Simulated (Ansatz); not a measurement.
# Ti: energy along a strain

Ti, Im-3m, a = 3.282 Å (as given, not relaxed at this level: -10.8 GPa). This isn't the element's structure at ambient conditions. Ansatz: LDA, PAW, 420 eV, Γ-centred 20×20×20 mesh on 1 atom, Gaussian smearing 0.15 eV; no spin polarisation. Cell vectors (Å): -1.641 1.641 1.641; 1.641 -1.641 1.641; 1.641 1.641 -1.641. The cell is strained by x per cent times the pattern (1 1 0 0 0 0) in the order xx yy zz yz xz xy (engineering shears), with fractional coordinates held. y is the free energy over the start, V0 = 17.676 Å³/atom.

| x (%) | y (meV/atom) |
| --- | --- |
| -6.00 | ? |
| -4.50 | -65.59 |
| -3.00 | -53.71 |
| -1.50 | -31.47 |
| 0.00 | 0.00 |
| 1.50 | 39.68 |
| 3.00 | 86.67 |
| 4.50 | 140.14 |
| 5.25 | 169.07 |
| 6.00 | 199.36 |

Fit y = c1 x + c2 x² + c3 x³ to the other rows, get the stiffness along the pattern, and predict the missing energy.

Least squares on the rows shown. y = 23.785 x + 1.8407 x² − 0.044876 x³. The clamped-ion stiffness p·C·p = 2 × 18.41 eV × 160.2 / 17.676 Å³ = 334 GPa (second derivative at the start, which stands under stress). At x = -6.00 the fit asked for gives -66.75 meV/atom. The run gave -65.95 meV/atom, so the fit is 0.80 meV/atom too low, 0.3 % of the span of the series, against an rms of 0.08 meV/atom on the fitted rows. The row lies outside the fitted range. With a term in x⁴ added, a fit to the same known rows predicts -65.91 meV/atom, so most of the miss is curvature that the known rows already hold.

Cost: 10 runs of about 0.81 core-minutes in all, on Intel Xeon Platinum 8488C (Sapphire Rapids) (shared hosts).

The energy falls on in-plane compression and almost levels off between -4.50 and -6.00 %, so the starting cell is stretched relative to its LDA equilibrium. LDA overbinding is the probable main cause, perhaps along with thermal expansion if the lattice constant derives from the high-temperature phase. The flat region isn't the cubic equilibrium, because the third axis stays fixed and the cell becomes tetragonal. The negative cubic term means that the lattice stiffens on compression and softens on stretching, as expected when short-range repulsion rises faster than the d-band bonding weakens with distance.

The stiffness of 334 GPa equals 2(C11 + C12), which is dominated by the resistance to volume change. With one atom per primitive cell there are no internal displacements to relax, so clamping the ions costs nothing here. The positive value doesn't establish that bcc Ti is mechanically stable: the phase is known to owe its existence at high temperature to vibrational entropy, and its weakness lies in the tetragonal shear C11 − C12 and in zone-boundary phonons, which this strain doesn't isolate.
